**Turning the knobs on an a-Si tunnel barrier**

Take amorphous silicon, $d=6$ to 30 nm thick, between metals. Localised states decay as $e^{-r/a}$ and have constant density $g$ near the Fermi level. Glazman and Matveev (1988) considered chains of $N$ states. The two end links are elastic, with width $E_0e^{-2x/a}$. The $N-1$ inner links need a phonon and have width $\lambda E_0e^{-2x/a}$, where $\lambda=\lambda'T$, because the one-phonon deformation-potential rate is linear in an energy transfer of order $kT$. The series resistance is least when all widths are equal. Their product, with $\sum x=d$, gives

$$\gamma_N=E_0\lambda^{\frac{N-1}{N+1}}e^{-2d/(N+1)a}.$$

One chain conducts about $e^2\gamma_N/\hbar kT$. Each site must lie within $kT$ in energy and $a$ in depth. A sideways offset $\rho$ lengthens an inner link of length $x\approx d/(N+1)$ by $\rho^2/2x$ and costs $e^{-\rho^2/ad}$, an area $\pi ad$. Per unit area,

$$G_N\sim\frac{e^2\gamma_N}{\hbar kT}(gkT)^Na^{2N-1}d^{N-1}\propto T^{N-\frac{2}{N+1}}d^{N-1}e^{-2d/(N+1)a}.$$

The powers are $0$, $4/3$, $5/2$ for $N=1,2,3$.

Now the question: change one thing, and what moves? Signs first. Heating opens the energy windows and favours long chains. Thickening lowers every channel, long chains least. Hydrogen passivates dangling bonds, lowers $g$, and punishes long chains most. Stronger phonon coupling helps weakly, since the sites rearrange to share the gain among all links. Setting $G_1=G_2$ and $G_2=G_3$ gives the crossover temperatures

$$T_{12}\propto(gd)^{-3/4}\lambda'^{-1/4}e^{-d/4a},\qquad T_{23}\propto(gd)^{-6/7}\lambda'^{-1/7}e^{-d/7a}.$$

The model's multiplying factors, for a typical $a\approx0.7$ nm held fixed along with $E_0$:

| change | $G_1$ | $G_2$ | $G_3$ | $T_{12}$ | $T_{23}$ |
|---|---|---|---|---|---|
| $T\times2$ | 1 | 2.5 | 5.7 | – | – |
| $d$: 10→11 nm | 0.24 | 0.42 | 0.59 | 0.65 | 0.75 |
| $g/10$ | 0.1 | 0.01 | 0.001 | 5.6 | 7.2 |
| $\lambda'\times2$ | 1 | 1.3 | 1.4 | 0.84 | 0.91 |

From 6 to 30 nm, $T_{12}$ falls by a factor $6\times10^{-5}$.

*Question: How far do you trust two figures?*

The inner link is really $(d+a\ln\lambda)/(N+1)$ long, which shifts the exponents of $T$ and $\lambda'$ by order $a/d=0.07$ per inner link at 10 nm. That is minor against $4/3$ but rivals the $1/6$ by which $G_3/G_2$ depends on $\lambda'$, so the last row's 0.91 fixes only sign and rough size. Power-law prefactors of the wavefunctions change the thickness row by about 10 % per power of $d$. The linear phonon rate needs a phonon wavelength long against $a$, $T\lesssim\hbar s/ka=65$ K for a typical sound velocity $s\approx6$ km/s.

*Question: And if I raise the bias instead?*

For $eV\gg kT$ the windows and phonon energies scale with $eV$. The current $e\gamma_N/\hbar$ times the chain count goes as $V^{N+(N-1)/(N+1)}$, so $dI/dV$ has the same powers as before. Doubling $V$ multiplies the $N=2$ current by $2^{7/3}=5.0$.

*Question: Which $N$ wins at 30 nm?*

Each added site costs $e^{-\Lambda}$, with $\Lambda=\ln[1/(c\,gkTa^2d)]$ and $c$ numerical, neglecting the weak $\lambda$ factor. Minimising $N\Lambda+2d/(N+1)a$ at fixed $\Lambda$ gives $N_{\rm opt}+1=\sqrt{2d/a\Lambda}$. Take a typical $g\approx10^{19}$ eV$^{-1}$cm$^{-3}$ and 30 K. With $c=1$, $\Lambda=7.9$ and $N_{\rm opt}+1=3.3$. Averaging the series conductance over depths supplies $(a/2)^NJ_N$, with $J_N=\Gamma\!\left(\tfrac1{N+1}\right)^{N+1}/(N+1)$. With the lateral $\pi$, $c=(\pi/2)J_{N+1}/J_N$ is 6.4 for $1\to2$ and 11 for $2\to3$, before energy averaging. Using $c=10$ gives $\Lambda=5.6$ and $N_{\rm opt}+1=3.9$: chains of about three sites. Such constants cancel from the table.

*Question: When is it just Mott hopping?*

When $N_{\rm opt}$ is large and $d$ exceeds the correlation length of the percolating network, $L\sim(a\xi/4)\,\xi^{\nu}$, with $\xi=(T_0/T)^{1/4}$, $kT_0\approx21.2/ga^3$ and $\nu\approx0.88$. These inputs give $T_0=7\times10^7$ K, inside the $10^7$–$10^8$ K typical of unhydrogenated a-Si. At 30 K, $\xi=39$ and $L\sim2\times10^2$ nm, an order of magnitude only. The model's 30 nm barrier is thus still below bulk behaviour, and since $L\propto(gT)^{-0.47}$, cutting $g$ tenfold lengthens $L$ by a factor 3.0.